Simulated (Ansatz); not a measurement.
## ReSb: formation energy and pressure as volume per atom varies

Results calculated with Ansatz 0.2.0, not measured. Plane-wave density functional theory, PAW datasets, Gaussian smearing 0.05 eV: one cell in which all forces lie under 0.002 eV/angstrom; stress (xx yy zz yz xz xy) and pressure positive in compression; site moments are of spin alone; formation energy from the elements run alike, uncorrected.

Cell of the first row (space group F-43m, No. 216):
```
ReSb
1.0
      0.0000     2.7118     2.7118
      2.7118     0.0000     2.7118
      2.7118     2.7118     0.0000
Re Sb
1 1
Direct
  0.00000 0.00000 0.00000
  0.25000 0.25000 0.25000
```

Settings of every row: paw set soft_2; functional PBEsol; spin treatment none; moment partition spheres; spin axis none; wave cutoff 420 eV; k mesh 10x10x10; SCF start atoms; lower state search light; symmetry use detected.

Atom first moment, atom hubbard u: 0 on all atoms.

Limits: formation energy without spin-orbit coupling on heavy elements; the cell comes from a prototype or a list of computed structures and needn't be the stable phase.

| row | volume per atom (Å³) | formation energy (eV per atom) | pressure (GPa) | energy above relaxed cell (meV per atom) |
| --- | --- | --- | --- | --- |
| 1 | 19.943 | 2.4821 | 55.40 | 864.19 |
| 2 | 22.336 | 1.8959 | 25.75 | 278.04 |
| 3 | 25.016 | 1.6427 | 6.32 | 24.83 |
| 4 | 25.285 | 1.6333 | 4.89 | 15.44 |
| 5 | 25.812 | 1.6216 | 2.32 | 3.7 |
| 6 | 26.339 | 1.6179 | 0.00 | 0 |
| 7 | 26.41 | 1.6179 | -0.29 | 0.07 |
| 8 | 26.866 | ? | ? | ? |
| 9 | 27.392 | 1.6313 | -3.93 | 13.47 |

Question: what formation energy and pressure should row 8 give?

Worked fit of formation energy. Take u = (V_r/V)^(2/3) − 1 with V_r = 25.549 Å³ an atom, which is twice the finite (Eulerian) strain; such expansions in the strain, on which the Birch-Murnaghan equation of state is built, carry the rest volume and the bulk modulus. The shown rows have u = 0.17957, 0.09374, 0.01415, 0.00695, -0.0068, -0.0201, -0.02185, -0.04537. Least squares give formation energy = 1.62639 + 0.85329 × u + 21.3278 × u² + 2.551 × u³ eV per atom; a parabola predicts inner rows, each left out in turn, worse (root mean square 0.0011 against 0.00021 eV per atom). The rows lie off it by 0.0000, 0.0000, 0.0000, -0.0001, 0.0000, 0.0001, 0.0000, 0.0000. The withheld row has u = -0.03295, so the fit gives 1.62639 + 0.85329 × (-0.03295) + 21.3278 × (-0.03295)² + 2.551 × (-0.03295)³ = 1.6213 eV per atom.

The calculation gave 1.6214 eV per atom. The fit lies 0.0001 eV per atom (0.012 % of the column's range) below it, one unit of the last digit.

Worked fit of pressure. Take u = (V_r/V)^(2/3) − 1 with V_r = 25.549 Å³ an atom, which is twice the finite (Eulerian) strain; such expansions in the strain, on which the Birch-Murnaghan equation of state is built, carry the rest volume and the bulk modulus. The shown rows have u = 0.17957, 0.09374, 0.01415, 0.00695, -0.0068, -0.0201, -0.02185, -0.04537. Least squares give pressure = 3.567 + 186.86 × u + 492.45 × u² + 414.2 × u³ GPa; a parabola predicts inner rows, each left out in turn, worse (root mean square 0.19 against 0.031 GPa). The rows lie off it by 0.00, 0.00, 0.01, 0.00, 0.00, -0.01, 0.00, 0.01. The pressure vanishes at u = -0.0201, or V = 26.34 Å³ an atom, and there the bulk modulus at fixed shape and fractions is B = −V dP/dV = (2/3)(1 + u) dP/du = 109 GPa. The withheld row has u = -0.03295, so the fit gives 3.567 + 186.86 × (-0.03295) + 492.45 × (-0.03295)² + 414.2 × (-0.03295)³ = -2.07 GPa.

The calculation gave -2.07 GPa. The fit meets it to the printed digit.

The other values of row 8: energy above relaxed cell 3.5 meV per atom.
